**The ionisation energy of Ru$^+$ across methods: seven questions**

Three limits govern the use of these numbers. The computed energies contain no spin-orbit coupling, Breit interaction or QED terms, while the tabulated 16.76 eV (NIST, semi-empirical) runs from ground level to ground level. Each state is one real determinant, which for $4d^7$ can mix terms. All rows share one triple-zeta basis. The column "less HF" is a method's gain over Hartree-Fock, and "less tabulated" is its error against the tabulated value.

Ionisation energy of Ru+ ([Kr] 4d7 to [Kr] 4d6) from total-energy differences in PySCF 2.14.0: one real D2h determinant per state, highest spin, unrestricted orbitals, cc-pwCVTZ-PP with the scalar-relativistic ECP28 core potential. Valence rows freeze 4s and 4p; subvalence rows correlate them. The tabulated value is NIST's semi-empirical 16.76 eV, ground level to ground level.

```tsv
method	class	exact exchange, long range (%)	ionisation energy (eV)	less HF (eV)	less tabulated (eV)
HF	Hartree-Fock	100	14.88	0.00	-1.88
LDA	LDA	0	17.14	2.27	0.38
PBE	GGA	0	16.93	2.06	0.17
PBE0	global hybrid	25	16.68	1.81	-0.08
r2SCAN	meta-GGA	0	16.54	1.67	-0.22
wB97M-V	range-separated	100	16.68	1.81	-0.08
BLYP	GGA	0	16.99	2.11	0.23
wB97X	range-separated	100	16.70	1.82	-0.06
HSE06	screened hybrid	0	16.70	1.82	-0.06
MP2 valence	wave function	n/a	16.31	1.43	-0.45
SCS-MP2 valence	wave function	n/a	16.50	1.62	-0.26
MP2 subvalence	wave function	n/a	16.32	1.45	-0.44
SCS-MP2 subvalence	wave function	n/a	16.33	1.45	-0.43
```

**1. Which method lies lowest, and why?**

HF, 1.88 eV below the tabulated value; every other row lies above it. High-spin $d^7$ has five up and two down electrons, $d^6$ five up and one down. The electron removed is a down electron, so opposite-spin pairs fall from $5\times2$ to $5\times1$ and same-spin pairs from $10+1$ to $10$. Five opposite-spin pairs and one same-spin pair are lost. HF keeps like spins apart through exchange but lets unlike spins move independently, and each pair it fails to correlate costs energy. Ru$^+$ has more such pairs than Ru$^{2+}$, so HF places it too high relative to the product and the difference comes out small. The counting is an argument; the table shows the sign and size, with valence MP2 restoring 1.43 eV, 76 % of the gap.

**2. Do all lost pairs count alike?**

The two valence MP2 rows can be inverted. Let $\Delta_{OS}$ and $\Delta_{SS}$ be the opposite-spin and same-spin parts of the MP2 gain. With the standard SCS factors, assumed here,

$$\Delta_{MP2}=\Delta_{OS}+\Delta_{SS},\qquad \Delta_{SCS}=\tfrac65\Delta_{OS}+\tfrac13\Delta_{SS}.$$

Further output of the same calculation gives three decimals: $\Delta_{MP2}=16.310-14.878=1.432$ eV and $\Delta_{SCS}=16.497-14.878=1.619$ eV. Then

$$\Delta_{OS}=\frac{1.619-1.432/3}{6/5-1/3}=\frac{1.142}{0.867}=1.317\ \text{eV},\qquad \Delta_{SS}=1.432-1.317=0.115\ \text{eV}.$$

Nothing is fitted: two equations fix two unknowns, and the table's two decimals give the same split within their rounding floor of about 0.01 eV. Pairs of equal weight would give an opposite-spin share of $5/6$, or 83 %; the share found is 92 %. Per lost pair that is 0.26 eV against 0.115 eV, a ratio of 2.3, in the direction theory expects because exchange already separates like spins. These are net averages, since the surviving pairs change too as the shell contracts.

The counting suggests, untested here, how neighbours behave. A step $d^8\to d^7$ loses five opposite-spin and two same-spin pairs, so HF should fall short by a similar amount. A step $d^5\to d^4$ loses four same-spin pairs and no opposite-spin pair within the shell, so the shortfall should be much smaller.

**3. Is it safe to freeze $4s4p$?**

Plain MP2 suggests so: correlating these shells moves it by only +0.014 eV. SCS-MP2 drops by 0.171 eV. The same inversion for the subvalence rows gives $\Delta_{OS}=1.115$ and $\Delta_{SS}=0.331$ eV, so the $4s4p$ shells add $-0.203$ eV and $+0.217$ eV. MP2 sums these to almost nothing, whereas SCS weights them as $\tfrac65(-0.203)+\tfrac13(0.217)=-0.171$ eV.

Pair counting fails here. The removed electron also loses four pairs of each kind with the eight $4s4p$ electrons, which should raise both parts, yet the opposite-spin part falls. A possible cause is that the new $4d$ hole gives the $4s4p$ electrons a low-lying orbital to scatter into, which adds correlation in Ru$^{2+}$; that is a guess, and it doesn't say why the opposite-spin part alone falls. In practice the smaller error of valence SCS-MP2, $-0.26$ eV against $-0.45$ eV for MP2, does not survive: with the larger correlation space the two stand at $-0.43$ and $-0.44$ eV. A small MP2 shift on unfreezing a shell doesn't show that the shell is inert.

**4. Does the long-range share of exact exchange order the functionals?**

It does not. PBE0, wB97M-V, wB97X and HSE06 have long-range shares of 25, 100, 100 and 0 % and lie within 0.02 eV of each other. The PBE family gives a test that needs no fitted line. HSE06 has the long-range share of PBE and, by its definition, the 25 % short-range share of PBE0. It lies 0.239 eV below PBE and only 0.01 eV above PBE0.

Theory argues why. The long-range interaction at electron separation $u$ expands as

$$\frac{\operatorname{erf}(\omega u)}{u}=\frac{2\omega}{\sqrt\pi}\left(1-\frac{\omega^2u^2}{3}+\dots\right),$$

with $\omega=0.11$ bohr$^{-1}$ in HSE06. The exact exchange hole and the model hole behind HSE06 each hold one electron, so the constant term gives $-\omega/\sqrt\pi$ per electron in both. For a 25 % share this is 0.42 eV in size, and it cancels when one hole is swapped for the other. What remains is of order $\omega^3$ times the difference in the holes' mean square radius, 0.0017 eV per bohr$^2$. That is an order of magnitude only, because the expansion fails in the tails, and the 0.01 eV could as well come from the model hole of HSE06 not reproducing PBE exchange exactly. For a compact cation the screening should matter little; for a diffuse outer electron it should matter more.

Across different parent functionals the rule is weak. A line through all eight leaves an rms residual of 0.16 eV against recalled short-range shares and 0.17 eV against long-range ones. Without r2SCAN, the only meta-GGA free of exact exchange, these become 0.08 and 0.14 eV, and the short-range line then overshoots r2SCAN by 0.46 eV. That functional lies 0.14 eV below PBE0; reduced self-interaction is a guess at the reason.

**5. What would more exact exchange do?**

To first order in the share $a$, the PBE0 family obeys $I(a)=I_{PBE}+a\,(X_{exact}-X_{PBE})$, where $I$ is the ionisation energy and $X$ the exchange part of it. The step to $a=0.25$ is $-0.250$ eV, so semilocal exchange contributes about 1.0 eV more than exact exchange. Extension to $a=1$ gives $16.93-4\times0.25=15.93$ eV, which is about 1.1 eV above HF and 0.8 eV below the tabulated value. On this reading the 2.06 eV gain of PBE is about half correlation functional and half exchange functional, the latter standing in for correlation. It is a two-point extrapolation that neglects orbital relaxation. The slope is also no general constant: $-0.0100$ eV per per cent here, $-0.0144$ in the seven-functional line against short-range shares.

**6. What would spin-orbit coupling change?**

In first order, which assumes LS coupling and fails in jj coupling, a level lies at $\tfrac A2[J(J+1)-L(L+1)-S(S+1)]$ from its term, which for $J=L+S$ is $ALS$. A more than half-filled shell has $A=-\zeta/2S$, with $\zeta$ the $4d$ spin-orbit parameter, so the ground level drops by $\zeta L/2$. That is $3\zeta/2$ for $^4F_{9/2}$ of Ru$^+$ and $\zeta$ for $^5D_4$ of Ru$^{2+}$, and the ionisation energy rises by about $\zeta/2$. Rough recalled values of 0.10 to 0.13 eV give shifts of about 0.04 to 0.07 eV. The hybrids' mean error is $-0.07$ eV, so the correction would remove half or more of it and would worsen LDA, PBE and BLYP. The agreement in size may be chance. By the same rule $d^8\to d^7$, with $L=3$ on both sides, has almost no shift, and $d^6\to d^5$ has a full $\zeta$.

**7. Which digits can be trusted?**

The second decimal describes the calculation, not the ion; derived columns can differ by 0.01 eV from differences of printed values. A real $d^7$ determinant is pure $^4F$ when its holes are $xy$, $xz$, $yz$, but some other choices admit $^4P$, roughly 1 eV higher as recalled. An admixture would raise Ru$^+$ and lower the ionisation energy. The single down $d$ electron of $d^6$ always gives $^5D$. Opposite-spin correlation converges slowly with the basis, so part of the MP2 shortfall is plausibly the triple-zeta basis and part the neglect of higher orders; these rows cannot separate the two.

The order HF, then MP2 and r2SCAN, then hybrids, then GGAs and LDA rests on gaps of 0.14 eV or more. It assumes that every method fills the same $4d$ orbitals in Ru$^+$, since a $^4P$ admixture in one row could shift it by as much as the smallest gap. The four hybrids cannot be ranked against experiment, and one ion doesn't rank functionals in general. Quote them as 16.7 eV, add the spin-orbit shift before comparing, and check which $d$ orbitals hold the holes. The output below gives the splits, fits and residuals.

Output of the analysis:

```
tabulated 16.76 eV; HF gap 1.88 eV; rounding 0.005 eV
LDA                 gain 2.27 eV = 121% of gap, error +0.38 eV
PBE                 gain 2.06 eV = 110% of gap, error +0.17 eV
PBE0                gain 1.81 eV = 96% of gap, error -0.08 eV
r2SCAN              gain 1.67 eV = 89% of gap, error -0.22 eV
wB97M-V             gain 1.81 eV = 96% of gap, error -0.08 eV
BLYP                gain 2.11 eV = 112% of gap, error +0.23 eV
wB97X               gain 1.82 eV = 97% of gap, error -0.06 eV
HSE06               gain 1.82 eV = 97% of gap, error -0.06 eV
MP2 valence         gain 1.43 eV = 76% of gap, error -0.45 eV
SCS-MP2 valence     gain 1.62 eV = 86% of gap, error -0.26 eV
MP2 subvalence      gain 1.45 eV = 77% of gap, error -0.44 eV
SCS-MP2 subvalence  gain 1.45 eV = 77% of gap, error -0.43 eV
4d pairs lost: 5 OS, 1 SS; equal-pair OS share 83%
rounding floor of split from table: OS 0.008, SS 0.013 eV
valence: table OS 1.319 SS 0.111; further OS 1.317 SS 0.115 eV; OS share 92%
subvalence: table OS 1.115 SS 0.335; further OS 1.115 SS 0.331 eV; OS share 77%
valence mean per pair: OS 0.26, SS 0.11 eV, ratio 2.3
4s4p adds OS -0.203, SS +0.217; MP2 +0.014, SCS -0.171 eV
HSE06 - PBE -0.239 eV (miss of long-range rule)
HSE06 - PBE0 +0.011 eV (miss of short-range rule)
cancelling constant 0.25 w/sqrt(pi) = 0.42 eV per electron
w^3 term 0.0017 eV per bohr^2 of hole second moment
PBE->PBE0 -0.250 eV, slope -0.0100 eV/%
extended to 100%: 15.93 eV, 1.06 above HF, -0.83 vs tabulated
long, drop none: -0.0017 eV/%, rms 0.17, worst r2SCAN -0.30, r2SCAN -0.30 eV
long, drop r2SCAN: -0.0024 eV/%, rms 0.14, worst LDA +0.23, r2SCAN -0.37 eV
short, drop none: -0.0093 eV/%, rms 0.16, worst r2SCAN -0.35, r2SCAN -0.35 eV
short, drop r2SCAN: -0.0144 eV/%, rms 0.08, worst LDA +0.14, r2SCAN -0.46 eV
hybrids: spread 0.02, mean error -0.07 eV
LDA-PBE 0.21, BLYP-PBE 0.06, r2SCAN-PBE -0.39, r2SCAN-PBE0 -0.14 eV
spin-orbit, zeta 0.10/0.10 eV: IE shift +0.050 eV
spin-orbit, zeta 0.11/0.13 eV: IE shift +0.035 eV
spin-orbit, zeta 0.13/0.13 eV: IE shift +0.065 eV
```
